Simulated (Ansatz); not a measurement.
## AgPt₃: the change of pressure with volume per atom

Results calculated with Ansatz 0.2.0, not measured. Periodic Kohn-Sham DFT of a crystal at fixed atoms; pressure and stress are positive in compression; the energy is the free energy less that of spherical unpolarised free atoms; site moments are those in the method's own spheres, positive along +z.

Cell of the first row (space group Pm-3m, No. 221):
```
AgPt3
1.0
      3.8204     0.0000     0.0000
      0.0000     3.8204     0.0000
      0.0000     0.0000     3.8204
Ag Pt
1 3
Direct
  0.00000 0.00000 0.00000
  0.00000 0.50000 0.50000
  0.50000 0.00000 0.50000
  0.50000 0.50000 0.00000
```

Settings of every row: method frozen-core PAW; functional LDA; relativity scalar; k mesh 9x9x9; filling fermi-dirac; smearing width 0.08 eV; wave cutoff 420 eV; paw set soft_2.

Atom start moment: 0 on all atoms.

Limits: PAW files made with PBE; no spin-orbit coupling on heavy atoms.

| row | volume per atom (Å³) | pressure (GPa) |
| --- | --- | --- |
| 1 | 13.94 | 22.224 |
| 2 | 14.237 | 14.732 |
| 3 | 14.533 | 8.125 |
| 4 | 14.681 | ? |
| 5 | 14.83 | 2.302 |
| 6 | 14.978 | -0.345 |
| 7 | 15.126 | -2.827 |
| 8 | 15.423 | -7.34 |
| 9 | 15.72 | -11.307 |

Question: what pressure should row 4 give?

Worked fit of pressure. Take u = (V_r/V)^(2/3) − 1 with V_r = 14.904 Å³ an atom, which is twice the finite (Eulerian) strain; such expansions in the strain, on which the Birch-Murnaghan equation of state is built, carry the rest volume and the bulk modulus. The shown rows have u = 0.04559, 0.03099, 0.01695, 0.00332, -0.0033, -0.00981, -0.02256, -0.03491. Least squares give pressure = 0.9558 + 399.082 × u + 1417.67 × u² + 1363 × u³ GPa; a parabola predicts inner rows, each left out in turn, worse (root mean square 0.023 against 0.0092 GPa). The rows lie off it by -0.002, 0.007, -0.009, 0.006, 0.001, -0.003, 0.002, -0.001 (root mean square 0.0048 GPa). The pressure vanishes at u = -0.0024, or V = 14.96 Å³ an atom, and there the bulk modulus at fixed shape and fractions is B = −V dP/dV = (2/3)(1 + u) dP/du = 261 GPa. The withheld row has u = 0.0101, so the fit gives 0.9558 + 399.082 × (0.0101) + 1417.67 × (0.0101)² + 1363 × (0.0101)³ = 5.133 GPa.

The calculation gave 5.121 GPa. The fit lies 0.012 GPa (0.036 % of the column's range) above it; its largest miss of a shown row is 0.009 GPa.
